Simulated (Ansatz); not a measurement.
# Errors in the dipole moment

8 molecules holding an element from Na to Cl; the dipole moment in D, computed less measured. Shapes, held fixed at every level: PBE0-D4/def2-TZVP. No vibrational averaging. Dipoles are compared by magnitude; molecules under 1 D, whose direction can flip, are left out. Programs: Ansatz 0.2.0. Measured values: NIST CCCBDB.

Levels: A = r2SCAN-D4/def2-TZVPP; B = B3LYP-D4/def2-TZVPP; C = wB97M-V/def2-TZVPP.

```csv
molecule,measured,A,B,C
NS (Mononitrogen monosulfide),1.81,-0.01,+0.08,+0.11
HBS (hydrogen boron sulfide),1.30,+0.08,+0.07,+0.13
SF2 (sulfur difluoride),1.05,-0.12,+0.07,+0.10
CH2Cl2 (dichloromethane),1.60,+0.06,+0.03,+0.03
SiH2Cl2 (dichlorosilane (DCS)),1.13,-0.02,+0.01,0.00
CH4S (methanethiol),1.52,+0.08,0.00,-0.01
C2H6O2S (dimethyl sulfone),4.49,-0.13,-0.02,+0.02
C3H7Cl (SMILES CC(C)Cl),2.17,+0.01,-0.05,-0.05
```

Which level does best on this set, which worst, and which err to one side?


```
               level                    kind  mean error  mean absolute error  worst case
r2SCAN-D4/def2-TZVPP                meta-GGA      -0.006                0.064     C2H6O2S
 B3LYP-D4/def2-TZVPP           global hybrid      +0.024                0.041          NS
  wB97M-V/def2-TZVPP  range-separated hybrid      +0.041                0.056         HBS
```

On this set B3LYP-D4/def2-TZVPP has the smallest mean absolute error and r2SCAN-D4/def2-TZVPP the largest. Without C2H6O2S the largest would be that of wB97M-V/def2-TZVPP. No level errs clearly to one side. The smallest two are near a tie. The largest two are near a tie. Open shells run unrestricted. The set is small.

The near-zero mean error of r2SCAN-D4 reflects cancellation: it puts SF2 and dimethyl sulfone too low by 0.12 and 0.13 D, but HBS and methanethiol too high by 0.08 D each. Both hybrids give larger moments than r2SCAN-D4 for NS, SF2 and the sulfone, where sulfur is bound to a more electronegative N, F or O, probably because exact exchange holds more charge on that partner. This improves the sulfone but overshoots in NS and SF2. The shift is not general: in methanethiol and the two chlorocarbons the hybrids give smaller moments, SiH2Cl2 barely responds, and in HBS the two hybrids move in opposite directions.

The sulfone's large moment comes from two strongly polar S–O bonds pointing to the same side, so its error is small in relative terms. In SF2 the sulfur lone pairs oppose the S–F bond moments, and a modest change in either contribution weighs more heavily on the small remainder. Agreement in magnitude alone does not show that the underlying charge distribution is right.
